Simple cubic Li and K (19.05 and 69.06 Å³ per atom at scale 1), computed with Ansatz 0.2.0 in LDA without spin polarisation: scalar-relativistic PAW, plane waves to 420 eV, 13×13×13 k mesh, Fermi-Dirac smearing of 0.1 eV. Energies are for zero smearing, relative to scale 1; pressures are at the stated smearing and positive in compression.

```
volume scale  energy change, Li (meV/atom)  pressure, Li (GPa)  energy change, K (meV/atom)  pressure, K (GPa)
        0.88                          13.0                2.07                         12.8               0.56
        0.92                           5.2                1.24                          5.2               0.33
        0.96                           1.1                0.55                          1.1               0.15
           1                           0.0               -0.03                          0.0               0.00
        1.04                           1.5               -0.52                          1.3              -0.13
        1.08                           5.1               -0.93                          4.5              -0.23
        1.12                          10.5               -1.28                          9.4              -0.32
```

Changing the volume by a tenth costs about 8 meV an atom in either metal. The first percent of compression takes about 0.13 GPa in Li and 0.04 GPa in K. The energy columns are thus nearly alike, while the pressures away from scale 1 differ by a factor of about four. Pressure is energy per volume, and a K atom fills 3.6 times the space of a Li atom.

This suggests a rule with one energy constant for both metals. Let d be 1 minus the volume scale, positive in compression, and V the volume per atom at scale 1. The constant W is the bulk modulus times V. The energy change E and the pressure P are then

E = ½ W d² (1 + 4d/3)
P = (W/V) d (1 + 2d)

The second line is the slope of the first. A least-squares fit to all energies of each metal gives W = 1.61 eV for Li and 1.54 eV for K, and 1.6 eV serves for both. Since 1 eV/Å³ is 160 GPa, W/V is 13.5 GPa for Li and 3.7 GPa for K.

The upper rows: compression

At volume scale 0.92, d is 0.08, and the estimate runs

E = 0.5 × 1600 meV × 0.08² × 1.107 = 5.7 meV
P(Li) = 13.5 GPa × 0.08 × 1.16 = 1.25 GPa
P(K) = 3.7 GPa × 0.08 × 1.16 = 0.34 GPa

The table has 5.2 meV for both metals, and 1.24 and 0.33 GPa. The energies of this row were part of the fit, so their agreement shows how well one constant and one shape describe the data. The pressures were not fitted, but they follow the slope of nearly the same energy curve. Neither is a forecast of an unseen row.

The brackets in the rule express stiffening, and theory gives the reason. In a simple metal with cube edge a, the attraction between electrons and ions, together with exchange, lowers the energy as 1/a. The kinetic energy of the electrons rises as 1/a², and the repulsion they meet at the ion cores rises roughly as 1/a³. On compression the two repulsive terms gain on the attraction at a growing rate, so the resistance rises more steeply than that of a plain spring.

The same picture gives the size of W. With y the edge at scale 1 divided by a, the energy is

k y² − c y + r y³

Here k is the kinetic energy, c the attraction with exchange, and r the core repulsion, all at scale 1. Equilibrium at y = 1 requires r = (c − 2k)/3. The curvature there, divided by 9 to pass from edge to volume, is

W = (2/9)(c − k)

For one valence electron per atom, electron-gas formulas give k = 8.4/R² and c = 19/R in eV, where R is the radius in Å of a sphere with the volume of the atom. This makes W 1.9 eV for Li and 1.4 eV for K, about a fifth too high and a tenth too low against the fitted constants. The same picture puts 2.1 in place of the 2 in the pressure bracket, for both metals. Li packs its valence electrons more tightly than K, which brings more kinetic energy but also more attraction, and W depends on the difference between the two. In this picture W therefore varies less than the kinetic energy does. The theory still makes the two metals less alike than the calculation does, so it explains only part of their likeness. The shared W is a useful approximation, not a law.

The middle rows: close to scale 1

Here the rule gets a detail wrong. It makes 4 % compression slightly dearer than 4 % expansion, whereas the table has 1.1 meV for compression in both metals, against 1.5 meV for expansion in Li and 1.3 meV in K. The unscaled cell does not lie exactly at the minimum of the listed energy. Li keeps a pressure of −0.03 GPa there, and in both metals the electronic entropy term shifts the minimum a little further towards smaller volume. Adding these two effects to the rule restores the order seen in the table.

The lower rows: expansion

At volume scale 1.12, d is −0.12 and the brackets now reduce the result:

E = 0.5 × 1600 meV × 0.12² × 0.84 = 9.7 meV
P(Li) = −13.5 GPa × 0.12 × 0.76 = −1.23 GPa

The table has 10.5 meV for Li, 9.4 meV for K, and −1.28 GPa for Li. A plain spring, with both brackets set to 1, would give −1.62 GPa, about a quarter too much tension.

Accuracy and range

Over the table the energies come out within 1 meV an atom. As a fraction the miss is worst at 4 %, where it can exceed a fifth of a very small energy. Away from scale 1 the pressures are within 6 % of the table for Li and 9 % for K. The output below lists every row.

The constant W was fitted to Li and K alone, and its value for other metals is untested. The rule belongs to volume changes of up to about 12 %. Its pressure formula turns back at d = −1/4. The place of this turn comes from cutting the series short, so it does not show the greatest tension the metal can bear. The constants describe simple cubic crystals, which are not the ordinary form of Li or K and whose dynamical stability is untested. LDA also tends to make alkali metals too dense, and a V that is too small makes W/V too large. The runs also combine LDA with PAW datasets made for PBE, which adds an error of untested size.

The analysis program printed:

```
Energy by the rule in meV per atom:
   row  compression d   rule  rule less Li  rule less K
  0.88           0.12  13.36        0.3632       0.5632
  0.92           0.08  5.666        0.4661       0.4661
  0.96           0.04  1.348        0.2483       0.2483
   1.0              0      0             0            0
  1.04          -0.04  1.212       -0.2883     -0.08827
  1.08          -0.08  4.574       -0.5261      0.07387
  1.12          -0.12  9.677       -0.8232       0.2768
Pressure by the rule in GPa and its miss in percent (set to 0 at scale 1):
   row  rule Li  miss Li   rule K  miss K
  0.88    2.002   -3.268   0.5523  -1.368
  0.92    1.249   0.7075   0.3445   4.385
  0.96   0.5813    5.695   0.1604   6.905
   1.0        0        0        0       0
  1.04  -0.4952   -4.769  -0.1366   5.077
  1.08  -0.9043   -2.765  -0.2494   8.454
  1.12   -1.227   -4.122  -0.3385   5.791
Constant W from the Li energies alone, eV: 1.614
Constant W from the K energies alone, eV: 1.535
Bulk modulus by the rule, Li, GPa: 13.46
Bulk modulus by the rule, K, GPa: 3.712
Bulk modulus from the table pressures at 0.96 and 1.04, Li, GPa: 13.38
Bulk modulus from the table pressures at 0.96 and 1.04, K, GPa: 3.5
Largest energy miss of the rule, Li, meV per atom: 0.8232
Largest energy miss of the rule, K, meV per atom: 0.5632
Largest pressure miss of the rule, Li, percent: 5.695
Largest pressure miss of the rule, K, percent: 8.454
Largest pressure miss of a plain spring, Li, percent: 26.16
Largest pressure miss of a plain spring, K, percent: 39.2
W from the electron gas with ions and core repulsion, Li, eV: 1.903
W from the electron gas with ions and core repulsion, K, eV: 1.393
W from the kinetic energy alone, Li, eV: 3.408
W from the kinetic energy alone, K, eV: 1.444
Number that the electron gas puts in place of the 2 in 1 + 2d, Li: 2.107
Number that the electron gas puts in place of the 2 in 1 + 2d, K: 2.132
Energy at 1.04 less that at 0.96, rule plus residual pressure plus entropy, Li, meV: 0.3843
Energy at 1.04 less that at 0.96, rule plus residual pressure plus entropy, K, meV: 0.1205
```
